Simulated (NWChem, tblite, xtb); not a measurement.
## AlNH2BrCl (SMILES [NH2][Al]([Cl])[Br]): methods side by side

AlNH2BrCl has 6 atoms, charge 0, and is taken as a singlet. SMILES: `[NH2][Al]([Cl])[Br]`. Geometry: relaxed at PBE0-D4/def2-TZVP.

```xyz
6

N    -0.0602    1.0303   -0.0523
Al    0.0781   -0.7084    0.0492
Cl    1.4039   -1.5667    1.4071
Br   -1.1690   -2.0109   -1.2791
H     0.4668    1.6767    0.5114
H    -0.6775    1.5149   -0.6824
```

Each level gives the dipole moment (D). The values are calculated.

```
                             level            kind  program  value (D)
                          GFN1-xTB  semi-empirical   tblite       3.53
                          GFN2-xTB  semi-empirical      xtb       4.61
                         IPEA1-xTB  semi-empirical   tblite       3.83
                          GFN0-xTB  semi-empirical      xtb       2.24
                         HF/STO-3G    Hartree–Fock   NWChem       3.12
                       HF/def2-SVP    Hartree–Fock   NWChem       2.52
 BP86/6-31G* (spherical functions)             GGA   NWChem       2.79
                        PBE0/3-21G   global hybrid   NWChem       3.55
B3LYP/6-31G* (spherical functions)   global hybrid   NWChem       2.74
B3LYP/6-31G* (Cartesian functions)   global hybrid   NWChem       2.73
```

All-electron rows without a relativistic Hamiltonian named are non-relativistic. The values span 2.24 to 4.61 D. Magnitudes only. Sets without polarisation functions give poor dipoles. Without the sets that lack polarisation functions the rows with a basis span only 2.52 to 2.79 D.

The dipole of this molecule is a balance of opposing terms. The polar Al–N bond, with nitrogen negative, works against the Al–Cl and Al–Br bonds, while the N–H bonds and π donation from nitrogen work with the halide side. The planar geometry suits donation of the nitrogen lone pair into the empty aluminium 3p orbital. The negative end therefore probably lies towards the halogens.

Because the total is a partial cancellation, small errors in charge transfer show up strongly. This probably explains why the tight-binding models supply both extremes, GFN0-xTB at 2.24 D and GFN2-xTB at 4.61 D. Polarisation functions let the density around aluminium and the halogens distort, which offsets part of the charge separation.

BP86 and B3LYP nearly coincide in the same basis, so the choice between these functionals matters little here. The lower HF/def2-SVP value can't be assigned to missing correlation alone, since the basis changes too. None of the basis sets includes diffuse functions, so the agreement among the polarised rows doesn't establish a converged dipole.
